**Bond counting and fluorine position in C4H5F, C2HF2 and C4H4F2 isomers**

The table holds electronic energies of eight isomers above the lowest computed one of their formula, from PBE-D4, r2SCAN-D4 and PBE0-D4 in def2-TZVPP at PBE0-D4/def2-TZVP geometries (Ansatz 0.2.0). The program sets them against a count of rough recalled bond energies and fits $E = G + Vn$ (geminal cost plus a penalty for fluorine on both ends of one C=C) to three dienes, with the doublet radical as a test and two alternative models for comparison. The bond count leaves about 105 to 110 kJ/mol for the rings at PBE0-D4, and the two-term model predicts the radical within 3.5 kJ/mol at all three levels, although $V$ rests on a single row. The order within each formula is the same at all levels, but the rings spread by 15 and 17 kJ/mol among the functionals and give near ties of 0.3 to 1.3 kJ/mol.

Relative energies of fluorinated isomers, computed with Ansatz 0.2.0 as gas-phase single points in the def2-TZVPP basis at PBE0-D4/def2-TZVP geometries, with open shells unrestricted. Each value is the electronic energy above the molecule under "against", the lowest at PBE0-D4 among the computed isomers of that formula and spin, without zero-point or thermal terms.

## Analysis program

```python
# Table: electronic energies (kJ/mol) of C4H5F, C2HF2, C4H4F2 isomers above the lowest computed one;
# Ansatz 0.2.0, PBE-D4, r2SCAN-D4, PBE0-D4 / def2-TZVPP at PBE0-D4/def2-TZVP geometries.
# Tested: bond counting, a geminal + vicinal model of F position, and the shifts between functionals.
T = {
    'isomer': ['FC1=CCC1', 'CC#CCF', 'C#CCCF', 'F[C]=CF', 'C=C(F)C(=C)F', 'FC=CC=CF', 'FC1(F)C=CC1', 'C=CC(F)=CF'],
    'against': ['C=CC=CF', 'C=CC=CF', 'C=CC=CF', '[CH]=C(F)F', 'C=CC=C(F)F', 'C=CC=C(F)F', 'C=CC=C(F)F', 'C=CC=C(F)F'],
    'formula': ['C4H5F', 'C4H5F', 'C4H5F', 'C2HF2', 'C4H4F2', 'C4H4F2', 'C4H4F2', 'C4H4F2'],
    'mult': [1, 1, 1, 2, 1, 1, 1, 1],
    'bonds': ['+2 C-C -1 C=C', '+1 C#C +1 C-C -2 C=C', '+1 C#C +1 C-C -2 C=C', 'none', 'none', 'none', '+2 C-C -1 C=C', 'none'],
    'e_pbe_d4': [27.9, 67.7, 85.8, 24.6, 8.8, 10.9, 26.9, 28.1],  # kJ/mol
    'e_r2scan_d4': [35.8, 68.0, 83.1, 32.7, 6.9, 14.0, 29.6, 29.9],  # kJ/mol
    'e_pbe0_d4': [18.8, 63.3, 79.0, 29.7, 8.7, 13.3, 14.6, 29.8],  # kJ/mol
}
import re
import numpy as np
from scipy.constants import e, N_A
kJ = e * N_A / 1e3
L = ['PBE', 'r2SCAN', 'PBE0']
E = np.array([T['e_pbe_d4'], T['e_r2scan_d4'], T['e_pbe0_d4']], float).T
iso = T['isomer']
ix = {s: i for i, s in enumerate(iso)}
f3 = lambda v: ' / '.join('%+.1f' % x for x in v)
print('Energies in kJ/mol; triples are PBE / r2SCAN / PBE0; rounding 0.05 per entry, 0.1 per difference')
D = {'C-C': 350, 'C=C': 610, 'C#C': 840}  # rough recalled mean bond energies, kJ/mol
print('1. Bond count (rough recalled C-C 350, C=C 610, C#C 840) and PBE0 remainder')
for i, s in enumerate(iso):
    b = 0 - sum(int(n) * D[k] for n, k in re.findall(r'([+-]\d) (\S+)', T['bonds'][i]))
    print('  %-14s count %+4d  PBE0 %5.1f  remainder %+6.1f' % (s, b, E[i, 2], E[i, 2] - b))
print('  terminal minus internal alkyne:', f3(E[ix['C#CCCF']] - E[ix['CC#CCF']]))
par = {'FC1=CCC1': 47, 'CC#CCF': 36, 'C#CCCF': 55, 'FC1(F)C=CC1': 47}  # rough recalled enthalpies above butadiene
print('  table minus rough recalled parent hydrocarbon gap (enthalpy, includes zero point):')
for s, p in par.items():
    print('  %-14s parent %d  difference %s' % (s, p, ' / '.join('%+.0f' % x for x in E[ix[s]] - p)))
print('2. F position, E = G + V*n fitted to 2,3 / 1,4 / 1,2 dienes; doublet predicted only')
d = [ix['C=C(F)C(=C)F'], ix['FC=CC=CF'], ix['C=CC(F)=CF']]
r = ix['F[C]=CF']
rms = {}
for name, n in [('G only', None), ('F,F on one C=C', [0, 0, 1]), ('any vicinal F,F', [1, 0, 1])]:
    A = np.ones((3, 1)) if n is None else np.c_[np.ones(3), n]
    c = np.linalg.lstsq(A, E[d], rcond=None)[0]
    res = E[d] - A @ c
    rms[name] = np.sqrt((res**2).mean(0))
    print('  %s: G %s' % (name, f3(c[0])) + ('' if n is None else '; V ' + f3(c[1])))
    print('    rms %s; PBE0 residuals by row %s' % (' / '.join('%.1f' % x for x in rms[name]), f3(res[:, 2] + 1e-9)))
    print('    doublet, table minus model:', f3(E[r] - c.sum(0)))
print('  1,4 minus 2,3:', f3(E[d[1]] - E[d[0]]), '; 1,2 minus 1,4:', f3(E[d[2]] - E[d[1]]))
# further outputs of the same runs (reference molecules only): C and F coordinates in Angstrom
cf = {'C=CC=CF': ([0.81, 1.11, -1.18], [[0.46, 0.60, -2.37]]),
      'C=CC=C(F)F': ([-0.26, 1.67, -0.57], [[-0.26, 2.45, -1.62], [-0.59, 2.36, 0.50]]),
      '[CH]=C(F)F': ([0.16, -0.37, 0.12], [[1.04, -0.91, 0.93], [-0.49, -1.31, -0.52]])}
R = {k: np.linalg.norm(np.array(F) - c0, axis=1) for k, (c0, F) in cf.items()}
print('  C-F lengths (A, about 0.01 from rounding):', '; '.join(k + ' ' + ' '.join('%.2f' % x for x in v) for k, v in R.items()))
print('  shortening CHF to CF2 in the diene: %.2f A' % (R['C=CC=CF'][0] - R['C=CC=C(F)F'].mean()))
print('3. Levels: PBE0-PBE, r2SCAN-PBE, r2SCAN-PBE0, spread')
for i, s in enumerate(iso):
    print('  %-14s %+5.1f %+5.1f %+5.1f %5.1f' % (s, E[i, 2] - E[i, 0], E[i, 1] - E[i, 0], E[i, 1] - E[i, 2], np.ptp(E[i])))
same = True
for f in ['C4H5F', 'C4H4F2']:
    j = [i for i in range(len(iso)) if T['formula'][i] == f]
    o = [tuple(np.array(j)[np.argsort(E[j, k])]) for k in range(3)]
    same = same and len(set(o)) == 1
    print('  %s same order at all levels: %s; smallest gap %s' % (f, len(set(o)) == 1, f3(np.diff(np.sort(E[j], 0), axis=0).min(0))))
ring = [ix['FC1=CCC1'], ix['FC1(F)C=CC1']]
print('  CF2 ring minus 1,4:', f3(E[ring[1]] - E[d[1]]), '; 1,2 minus CF2 ring:', f3(E[d[2]] - E[ring[1]]))
# further outputs of the same runs: D4 energies of the references (eV), PBE force on F (eV/A)
for k, v in {'C=CC=CF': [-0.16547, -0.041658, -0.13777], 'C=CC=C(F)F': [-0.17465, -0.044361, -0.14564]}.items():
    print('  whole D4 energy of %s: %s; r2SCAN minus PBE0 %+.1f' % (k, f3(np.array(v) * kJ), (v[1] - v[2]) * kJ))
F = np.linalg.norm([0.010314, 0.50015, -0.73195])
print('  PBE force on F in C=CC=C(F)F %.2f eV/A; F^2/2k with rough recalled k 37 eV/A^2: about %.0f kJ/mol' % (F, F**2 / 74 * kJ))
assert (E > 0).all() and same
assert (rms['F,F on one C=C'] < rms['any vicinal F,F']).all()
assert (E[ring, 2] < E[ring, 0]).all() and (E[ring, 1] > E[ring, 0]).all()
assert R['C=CC=C(F)F'].max() < R['C=CC=CF'][0]
```

It prints:

```
Energies in kJ/mol; triples are PBE / r2SCAN / PBE0; rounding 0.05 per entry, 0.1 per difference
1. Bond count (rough recalled C-C 350, C=C 610, C#C 840) and PBE0 remainder
  FC1=CCC1       count  -90  PBE0  18.8  remainder +108.8
  CC#CCF         count  +30  PBE0  63.3  remainder  +33.3
  C#CCCF         count  +30  PBE0  79.0  remainder  +49.0
  F[C]=CF        count   +0  PBE0  29.7  remainder  +29.7
  C=C(F)C(=C)F   count   +0  PBE0   8.7  remainder   +8.7
  FC=CC=CF       count   +0  PBE0  13.3  remainder  +13.3
  FC1(F)C=CC1    count  -90  PBE0  14.6  remainder +104.6
  C=CC(F)=CF     count   +0  PBE0  29.8  remainder  +29.8
  terminal minus internal alkyne: +18.1 / +15.1 / +15.7
  table minus rough recalled parent hydrocarbon gap (enthalpy, includes zero point):
  FC1=CCC1       parent 47  difference -19 / -11 / -28
  CC#CCF         parent 36  difference +32 / +32 / +27
  C#CCCF         parent 55  difference +31 / +28 / +24
  FC1(F)C=CC1    parent 47  difference -20 / -17 / -32
2. F position, E = G + V*n fitted to 2,3 / 1,4 / 1,2 dienes; doublet predicted only
  G only: G +15.9 / +16.9 / +17.3
    rms 8.6 / 9.6 / 9.1; PBE0 residuals by row -8.6 / -4.0 / +12.5
    doublet, table minus model: +8.7 / +15.8 / +12.4
  F,F on one C=C: G +9.8 / +10.4 / +11.0; V +18.3 / +19.5 / +18.8
    rms 0.9 / 2.9 / 1.9; PBE0 residuals by row -2.3 / +2.3 / +0.0
    doublet, table minus model: -3.5 / +2.8 / -0.1
  any vicinal F,F: G +10.9 / +14.0 / +13.3; V +7.6 / +4.4 / +6.0
    rms 7.9 / 9.4 / 8.6; PBE0 residuals by row -10.5 / +0.0 / +10.6
    doublet, table minus model: +6.1 / +14.3 / +10.4
  1,4 minus 2,3: +2.1 / +7.1 / +4.6 ; 1,2 minus 1,4: +17.2 / +15.9 / +16.5
  C-F lengths (A, about 0.01 from rounding): C=CC=CF 1.34; C=CC=C(F)F 1.31 1.32; [CH]=C(F)F 1.31 1.31
  shortening CHF to CF2 in the diene: 0.03 A
3. Levels: PBE0-PBE, r2SCAN-PBE, r2SCAN-PBE0, spread
  FC1=CCC1        -9.1  +7.9 +17.0  17.0
  CC#CCF          -4.4  +0.3  +4.7   4.7
  C#CCCF          -6.8  -2.7  +4.1   6.8
  F[C]=CF         +5.1  +8.1  +3.0   8.1
  C=C(F)C(=C)F    -0.1  -1.9  -1.8   1.9
  FC=CC=CF        +2.4  +3.1  +0.7   3.1
  FC1(F)C=CC1    -12.3  +2.7 +15.0  15.0
  C=CC(F)=CF      +1.7  +1.8  +0.1   1.8
  C4H5F same order at all levels: True; smallest gap +18.1 / +15.1 / +15.7
  C4H4F2 same order at all levels: True; smallest gap +1.2 / +0.3 / +1.3
  CF2 ring minus 1,4: +16.0 / +15.6 / +1.3 ; 1,2 minus CF2 ring: +1.2 / +0.3 / +15.2
  whole D4 energy of C=CC=CF: -16.0 / -4.0 / -13.3; r2SCAN minus PBE0 +9.3
  whole D4 energy of C=CC=C(F)F: -16.9 / -4.3 / -14.1; r2SCAN minus PBE0 +9.8
  PBE force on F in C=CC=C(F)F 0.89 eV/A; F^2/2k with rough recalled k 37 eV/A^2: about 1 kJ/mol
```
